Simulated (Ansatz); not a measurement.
# Energy and pressure of an (8,0) carbon nanotube bundle under uniaxial strain from −2 % to 2 %, PBE+D4 single points

I have to decide whether a parabola is good enough for reading an axial stiffness from a few strained cells of an (8,0) nanotube bundle, or whether the softening of the bonds must be included. The choice matters wherever tubes carry load in a fibre or serve as strain gauges, because a stiffness fitted to compressed cells will overstate the cost of stretching. The calculation strains the cell along c at fixed fractional coordinates, with PBE+D4. Energies are per atom and count from the cell as made, which is not a relaxed minimum; pressure is positive under compression. The stiffness found this way is that of a clamped lattice, which should exceed what the same bundle would show if its atoms could relax.

## How the numbers were made

One cell of 64 atoms: graphene sheet (a = 2.46 Å) rolled into an (8,0) tube of diameter 6.26 Å, 2 periods, hexagonal bundle with 3.3 Å between walls; every coordinate displaced by a Gaussian of 0.03 Å. Every row is a single point; only the uniaxial strain changes. In the run that the energies count from, the r.m.s. force component is 1.921 eV/Å. Ansatz 0.2.0: Kohn-Sham DFT with PBE+D4, PAW potentials, plane waves to 420 eV, k-points 2×2×2, Gaussian smearing of 0.025 eV, no spin polarisation, no spin-orbit coupling. In the run that the rows count from, the cell has a density of 1.89 g/cm³, a pressure of 7.0 GPa and a spacing of 0.06 eV between highest filled and lowest empty level with 2 levels partly filled, and its k-points sample 17 Å along the shortest periodic direction.

Notes on method and selection:

- Atoms were displaced at random and not relaxed, which raises energy and pressure.
- The atoms follow the cell and aren't relaxed, so the response is stiffer than that of the relaxed solid.
- D4 includes its three-body term.
- Too few of these runs have a clean gap for a gap column: frontier levels are partly filled, the cells are metallic on their meshes, or the meshes miss the band edges.
- Runs that did not converge, have known faults or may not be shown are not listed, and runs on Ansatz's PAW sets soft_1 and soft_2 are kept to separate tables.

Columns:

- strain (%): strain of cell vector c, fractional coordinates held.
- energy (meV/atom): free energy per atom less that of the cell as made.
- pressure (GPa): pressure, a third of the trace of the stress, positive under compression, without a kinetic term.

## Computed values

```
member  strain (%)  energy (meV/atom)  pressure (GPa)
−2 %    −2          19.056             14.803
−1 %    −1          6.224              10.774
0 %     0           0.000              7.007
1 %     1           0.007              3.472
2 %     2           ?                  ?
```

Cells marked ? are withheld until the estimate has been made.

## The trend and its physics

Compression is costly and the first per cent of stretch is almost free. Going from 0 % to −1 % raises the energy by 6.224 meV/atom, and the next per cent of compression adds 19.056 − 6.224 = 12.832 meV/atom. Between 0 % and 1 % the energy changes by only 0.007 meV/atom. The axial stress therefore averages nearly zero over that step, as it passes from compressive to tensile.

The pressure falls in every step but is still 3.472 GPa at 1 %. There is no conflict with the flat energy: pressure averages three directions, while the work done in this strain involves the axial stress alone. What remains is lateral compression. Rolling a flat sheet shortens the bonds that run around the tube, which may be one source of it, alongside the random displacements.

The stiffness comes from the carbon–carbon bonds. In a zigzag tube one bond in three lies along the axis and takes the full strain; the other two are inclined by about 60° and take roughly cos² 60° = 0.25 of it. The second difference of the energy about 0 % is 6.224 + 0.007 = 6.231 meV/atom for steps of 1 %. Divided by the square of the strain step, that is a curvature of 6.231 / 1000 / 0.01² = 62.31 eV/atom. The volume follows from the atomic mass and the density, 12 × 1.661 / 1.89 = 10.55 Å³ per atom, where 1.661 turns u/Å³ into g/cm³. With 160.2 GPa to the eV/Å³, the axial stiffness is 62.31 / 10.55 × 160.2 = 946 GPa, referred to the whole cross-section of the bundle.

The stiffness is not constant. The second difference about −1 % is 12.832 − 6.224 = 6.608 meV/atom, so it drops by 0.377, or 6 %, over one per cent of strain. The pressure shows the same softening, with successive falls of 4.029, 3.767 and 3.535 GPa. This is the ordinary anharmonicity of a bond, which resists shortening more strongly than lengthening.

## A prediction

Plain estimates from the members shown:

- 2 %, mean of the 4 members shown: 6.322 meV/atom, standard deviation 7.8

The mean of the four members ignores the order of the strains, so I set it aside and continue the differences. A parabola through −2 %, −1 % and 0 % would put the 1 % cell at 3 × 0.000 − 3 × 6.224 + 19.056 = 0.384 meV/atom; the table has 0.007, a miss of 0.377 caused by the softening. I therefore keep the cubic term and let the second difference fall once more by the same amount: 6.231 − 0.377 = 5.854. The next energy step is then 0.007 + 5.854 = 5.861, and the energy at 2 % is 0.007 + 5.861 = 5.868 meV/atom.

No energy row is left over to test the cubic, but the pressure offers a check one derivative lower. Its first two falls differ by 4.029 − 3.767 = 0.262 GPa, so a parabola through its first three rows gives 7.007 − 3.767 + 0.262 = 3.502 GPa at 1 %, against 3.472, a miss of 0.030 GPa. One GPa of pressure step corresponds to 6.231 / 3.651 = 1.71 meV/atom of second difference, where (10.774 − 3.472) / 2 = 3.651 is the mean of the two pressure steps about 0 %. The miss is thus worth 0.030 × 1.71 = 0.05 meV/atom.

The spacing between filled and empty levels is only 0.06 eV at 0 % and may shrink as the tube is stretched, which would strengthen the negative smearing term in the free energy. Its size is 0.025 / (2√π) = 0.007 eV for each half-filled level and spin. If two levels become half filled at a quarter of the k-points, that makes roughly 0.1 meV/atom over the 64 atoms. Together these give an error of about 0.1 meV/atom.

**Committed estimate, 2 %: energy = 5.9 ± 0.1 meV/atom.**

## How the estimate fared

```
member  strain (%)  energy (meV/atom)  pressure (GPa)
2 %     2           5.658              0.153
```

```
member  estimate   energy (meV/atom)  computed  estimate − computed  miss in error bars
2 %     committed  5.900              5.658     +0.242               2.4
2 %     mean       6.322              5.658     +0.664
```

The estimate of 5.9 ± 0.1 meV/atom was too high by 0.242, or 2.4 error bars, though it came closer than the mean of the shown members, which missed by 0.664. Including the softening was right: holding the second difference at 6.231 would have given 0.007 + 0.007 + 6.231 = 6.245, a miss of 6.245 − 5.658 = 0.587.

The error bar was wrong. The cubic continuation amounts to 4 × 0.007 − 6 × 0.000 + 4 × 6.224 − 19.056 = 5.868, so small irregularities in the energies enter it four and six times over. Before rounding, the miss is 5.868 − 5.658 = 0.210 meV/atom. Independent scatter of 0.210 / √70 = 0.025 meV/atom per energy would account for it, 70 being the sum of the squared coefficients with the 2 % cell included. I had left this amplification out. One possible source is the plane-wave set, which changes in jumps as the cell lengthens at fixed cutoff; no run at a higher cutoff tests this. The narrowing I had feared did happen: at 2 % the spacing between filled and empty levels has closed. The smearing term there nevertheless stays below the 0.1 meV/atom I had allowed for it, and is too small to explain the miss.

The pressure gives no sign of a sudden softening. Its last fall is 3.472 − 0.153 = 3.319 GPa, in line with the earlier ones. Nor is the near-zero pressure at 2 % a sign of equilibrium: axial tension there nearly cancels lateral compression in the average. The rate of softening that I took from the energies, 6 % over one per cent of strain, was less certain than I made it look. The second difference about 1 % is 5.658 − 2 × 0.007 = 5.644 meV/atom, a further drop of 6.231 − 5.644 = 0.587, or 9 %. The axial stress, which the runs give but the table doesn't list, softens evenly, at a rate between these two.

## Where the trend breaks

No member stands out in energy, not even the 2 % cell, where filled and empty levels meet. A least-squares cubic through all five energies leaves at most 0.210 × 6 / 70 = 0.018 meV/atom, at 0 %, which is too little to call for a physical cause.

## What to take away

A parabola taken from the compressed cells isn't good enough for stretching. Drawn through −2 %, −1 % and 0 %, it gives 3 × 0.000 − 3 × 6.224 + 19.056 = 0.384 meV/atom at 1 % and 2 × 0.384 + 6.608 = 7.376 at 2 %, which is 30 % above the computed 5.658. For the stiffness at 0 % itself, a parabola through −1 %, 0 % and 1 % is enough, because the cubic term cancels between the two sides. A scatter of 0.025 meV/atom per energy makes its second difference uncertain by 0.025 × √6 = 0.06 meV/atom, and the 946 GPa by 946 × 0.06 / 6.231 = 9 GPa. The axial stress puts the stiffness slightly below 946 GPa.

Between −2 % and 2 % a cubic serves well for interpolation: with 0 % left out, the other four energies return it to within 0.210 / 6 = 0.035 meV/atom. The clamped cell has its lowest energy near 0.5 % stretch, where the axial stress vanishes.

Relaxing the displaced atoms would lower each energy by up to roughly 1.5 × 1.921 × 0.03 = 0.09 eV/atom, taking half of force times displacement in each of three directions. An equal lowering of all five cells would leave the curve as it is, but the r.m.s. force falls steadily from the compressed end to the stretched end. By the same formula the compressed cells would gain more from relaxing, and the difference is a sizeable part of the 19 meV/atom spread of the table. It would tilt the curve and move its minimum from 0.5 % towards compression. The position of the minimum, the stiffness and the 30 % error of the parabola therefore belong to the clamped cell; no relaxed cells were run to show what becomes of them. The zero-point energy is left out too, and its change with strain is not estimated here.

[Logs are printed without paths, hosts, clocks, repeated set-up lines and the standing remarks that a program may print on its own settings, such as how far it seeks lower states.]
